\section*{Appendix: A two-state site model of the defect-centric distribution}

Let $V=|\Delta V_{\rm th}|$ be the threshold-voltage shift of one transistor after a fixed bias temperature stress, all trapped charges having the same sign. The defect-centric picture of Kaczer and co-workers (2010) treats $V$ as a sum of a random number of random steps. It is derived here from a single two-state site and then applied to a SiO$_2$/HfO$_2$ stack with two defect populations.

\subsection*{One site and $M$ sites}

A site is neutral or charged, with capture and emission times $\tau_c$ and $\tau_e$. Its occupancy obeys $\dot p=(1-p)/\tau_c-p/\tau_e$, and with $p(0)=0$
\begin{equation}
p(t)=\frac{\tau_e}{\tau_c+\tau_e}\left[1-e^{-t(1/\tau_c+1/\tau_e)}\right].
\end{equation}
If time constants vary independently from site to site, $p$ is the average of this expression. A charged site adds a step of density $\eta^{-1}e^{-V/\eta}$. This shape is an assumption of the model, usually ascribed to non-uniform current flow in the channel. Steps are taken as additive and independent of one another and of the time constants. The transform $\langle e^{-sV}\rangle$ of one site is $1-p+p/(1+s\eta)$, so for $M$ sites
\begin{equation}
\langle e^{-sV}\rangle_M=\left[1-\frac{p\,s\eta}{1+s\eta}\right]^M .
\label{eq:LM}
\end{equation}
The sum of $n$ steps has the Erlang density $x^{n-1}e^{-x}/[\eta\,(n-1)!]$ with $x=V/\eta$. Weighting it with binomial probabilities gives a generalised Laguerre polynomial,
\begin{equation}
f_M(V)=(1-p)^M\delta(V)+\frac{p(1-p)^{M-1}}{\eta}\,e^{-x}L^{(1)}_{M-1}\!\left(-\frac{px}{1-p}\right),
\label{eq:fM}
\end{equation}
where the $\delta$ function carries unit weight at $V=0$. One site has $\langle V\rangle=p\eta$ and $\langle V^2\rangle=2p\eta^2$. With $N=Mp$ the mean is $N\eta$ and the variance $(2-p)N\eta^2$. For two sites with $p=1/2$,
\begin{equation}
f_2=\tfrac14\delta(V)+\frac{2+x}{4\eta}e^{-x},\qquad P(V>x\eta)=\frac{3+x}{4}e^{-x}.
\end{equation}

\subsection*{Poisson number of sites}

Sites scattered independently over the gate area make $M$ itself a Poisson variable of mean $\bar M$. Since $\langle y^M\rangle=e^{\bar M(y-1)}$, the average of Eq.~\eqref{eq:LM} is, for any $p$ and without a limit,
\begin{equation}
\langle e^{-sV}\rangle=\exp\left[-\frac{N s\eta}{1+s\eta}\right],\qquad N=\bar Mp .
\label{eq:LP}
\end{equation}
The number of charged sites is Poisson with mean $N$, and summing the Erlang terms with $I_1(2u)=\sum_{k\ge0}u^{2k+1}/[k!\,(k+1)!]$ and $u^2=Nx$ gives
\begin{equation}
f(V)=e^{-N}\delta(V)+e^{-N-V/\eta}\sqrt{\frac{N}{\eta V}}\;I_1\!\left(2\sqrt{\frac{NV}{\eta}}\right).
\label{eq:f}
\end{equation}
Equation~\eqref{eq:fM} tends to the same form for $M\to\infty$ at fixed $N$. The cumulant generating function $K(s)=\ln\langle e^{sV}\rangle=Ns\eta/(1-s\eta)$, finite for $s<1/\eta$, is a geometric series, so $\kappa_n=n!\,N\eta^n$: the mean is $N\eta$ and the variance $2N\eta^2$. Half of the variance comes from the step heights and half from the count. At fixed $M$ the count variance is $N(1-p)$, which explains the factor $2-p$. The exact tail is
\begin{equation}
P(V>v)=\sum_{n\ge1}\frac{e^{-N}N^n}{n!}\,Q(n,v/\eta),\qquad Q(n,x)=e^{-x}\sum_{j=0}^{n-1}\frac{x^j}{j!}.
\label{eq:tail}
\end{equation}
Markov's inequality applied to $e^{sV}$ gives $P(V>v)\le e^{K(s)-sv}$ for $0<s<1/\eta$. The exponent is least at $1-s\eta=\sqrt{N\eta/v}$, which has $s>0$ only if $v>N\eta$, and there
\begin{equation}
P(V>v)\le\exp\left[-\left(\sqrt{v/\eta}-\sqrt N\right)^2\right].
\label{eq:bound}
\end{equation}
Because $(1+pw)^M\le e^{Mpw}$ for $w=s\eta/(1-s\eta)>0$, the bound also holds at every fixed $M$.

\subsection*{Inputs for the stack}

The assumed stack has a 0.8~nm SiO$_2$ interlayer (IL) under 2.0~nm of HfO$_2$ (HK), typical relative permittivities 3.9 and 20, and an assumed gate area $A=50\times20$~nm$^2$. The HK layer contributes 0.39~nm to an equivalent oxide thickness of 1.19~nm. A charge $e$ spread over $A$ at equivalent distance $d$ from the gate shifts the threshold by $ed/(3.9\,\varepsilon_0A)$. The layer centres lie at $d=0.79$~nm (IL) and 0.195~nm (HK), which gives 3.67 and 0.90~mV, in the ratio 4.05. Guided by these, the model assumes $\eta_1=4$~mV (IL) and $\eta_2=1$~mV (HK), with assumed $N_1=1$ and $N_2=2$, that is $1\times10^{11}$ and $2\times10^{11}$~cm$^{-2}$. The assumed failure criterion is $v=30$~mV.

For the IL population alone, $x=7.5$ and $p=1/M$:
\begin{center}
\begin{tabular}{lccc}
\hline
$M$ & $P(V=0)$ & variance (mV$^2$) & $P(V>30~{\rm mV})$\\
\hline
2 & 0.250 & 24.0 & $1.45\times10^{-3}$\\
4 & 0.316 & 28.0 & $2.41\times10^{-3}$\\
10 & 0.349 & 30.4 & $3.18\times10^{-3}$\\
Poisson & 0.368 & 32.0 & $3.78\times10^{-3}$\\
\hline
\end{tabular}
\end{center}
All rows share the mean of 4~mV. The tail converges more slowly than the variance because it is fed by devices with several charged sites. Equation~\eqref{eq:bound} gives $4.87\times10^{-2}$, 12.9 times the Poisson entry. It has the right leading exponential but lacks the algebraic prefactor.

\subsection*{Two populations}

For independent layers the transforms \eqref{eq:LP} multiply and the cumulants add,
\begin{equation}
K(s)=\sum_{i=1,2}\frac{N_is\eta_i}{1-s\eta_i},\qquad \kappa_n=n!\left(N_1\eta_1^n+N_2\eta_2^n\right).
\label{eq:K2}
\end{equation}
The total count is still Poisson, with mean $N_1+N_2$, but the step density is a mixture of two exponentials, and Eq.~\eqref{eq:f} no longer applies unless $\eta_1=\eta_2$. An exact solution follows from the identity
\begin{equation}
\frac{1}{1+s\eta_1}=\frac{qz}{1-(1-q)z},\qquad z=\frac{1}{1+s\eta_2},\quad q=\frac{\eta_2}{\eta_1}\le1 ,
\end{equation}
which says that a large step is a geometrically distributed number of small ones. The transform becomes a power series in $z$,
\begin{equation}
\exp\left[-N_1-N_2+N_2z+\frac{N_1qz}{1-(1-q)z}\right]=\sum_{k\ge0}w_kz^k ,
\end{equation}
and $z^k$ is the transform of the Erlang density of order $k$ and scale $\eta_2$. Expanding both factors,
\begin{align}
w_k&=e^{-N_1-N_2}\sum_{m=0}^{k}\frac{N_2^{\,k-m}}{(k-m)!}\,b_m,\\
b_0&=1,\qquad b_m=\sum_{n=1}^{m}\frac{N_1^n}{n!}\binom{m-1}{n-1}q^n(1-q)^{m-n},
\end{align}
so that
\begin{equation}
P(V>v)=\sum_{k\ge1}w_k\,Q(k,v/\eta_2).
\label{eq:tail2}
\end{equation}
For $q=1$ the $w_k$ are Poisson weights of mean $N_1+N_2$ and Eq.~\eqref{eq:tail} is recovered. Here $q=1/4$, $w_0=e^{-3}=0.0498$, $w_1=\tfrac94w_0=0.1120$ and $w_2=\tfrac{87}{32}w_0=0.1354$.

Equation~\eqref{eq:K2} gives a mean $\mu=6$~mV and a variance $\sigma^2=36$~mV$^2$, of which the IL supplies 32. An analysis that assumes one population inverts the first two cumulants,
\begin{equation}
\eta_{\rm eff}=\frac{\sigma^2}{2\mu}=\frac{\sum_iN_i\eta_i^2}{\sum_iN_i\eta_i}=3~{\rm mV},\qquad N_{\rm eff}=\frac{2\mu^2}{\sigma^2}=2 .
\end{equation}
By the Cauchy--Schwarz inequality $N_{\rm eff}\le N_1+N_2$, so such an analysis undercounts the defects. The two descriptions compare as follows.
\begin{center}
\begin{tabular}{lcc}
\hline
 & two populations & one population, matched\\
\hline
$P(V=0)$ & 0.0498 & 0.135\\
$\kappa_3$ (mV$^3$) & 396 & 324\\
skewness $\kappa_3/\sigma^3$ & 1.83 & 1.50\\
$P(V>30~{\rm mV})$ & $5.93\times10^{-3}$ & $4.17\times10^{-3}$\\
exponential bound & $7.05\times10^{-2}$ & $4.71\times10^{-2}$\\
\hline
\end{tabular}
\end{center}
The criterion lies four standard deviations above the mean, where a normal law would give $3.17\times10^{-5}$. The matched single population removes most of that shortfall but still falls below the exact tail by a factor 1.42. The two-population bound is $e^{K(s^*)-s^*v}$ with $K'(s^*)=v$, which here reads $4/(1-4s)^2+2/(1-s)^2=30$ for $s$ in mV$^{-1}$ and has the root $s^*=0.154$ in $0<s<1/\eta_1$. Equation~\eqref{eq:bound} evaluated with $N_{\rm eff}$ and $\eta_{\rm eff}$ is not a guaranteed bound on the two-population tail. It lies above that tail at 30~mV, but its logarithm falls asymptotically as $-v/\eta_{\rm eff}$, faster than the true $-v/\eta_1$, so it must fail at large $v$.

\subsection*{Limits of the numbers}

The three-figure entries are exact properties of the model and serve to compare formulas. The model assigns one exponential to each whole layer. If the exponential law held instead at each depth, with a local mean proportional to $d$ and sites uniform in depth, $\eta_i^n$ in Eq.~\eqref{eq:K2} would be replaced by its depth average. The means are unchanged. The second and third moments of the local mean grow by 1.085 and 1.256 in the IL ($d$ from 0.39 to 1.19~nm) and by $4/3$ and 2 in the HK layer ($d$ from 0 to 0.39~nm). The variance becomes 40~mV$^2$ and $\kappa_3$ becomes 506~mV$^3$, a rise of 28\%, as large as the 22\% by which the two-population $\kappa_3$ exceeds the matched one. For a device the tail probability is therefore indicative only. Mean steps in doped planar channels typically exceed the charge-sheet value by about a factor of two, so the assumed $\eta_i$ are likely low by that much for such devices. Scaling both $\eta_i$ by a common factor stretches the voltage axis and leaves every probability unchanged, so the model's failure fraction of about $6\times10^{-3}$ would then refer to 60~mV in place of 30~mV.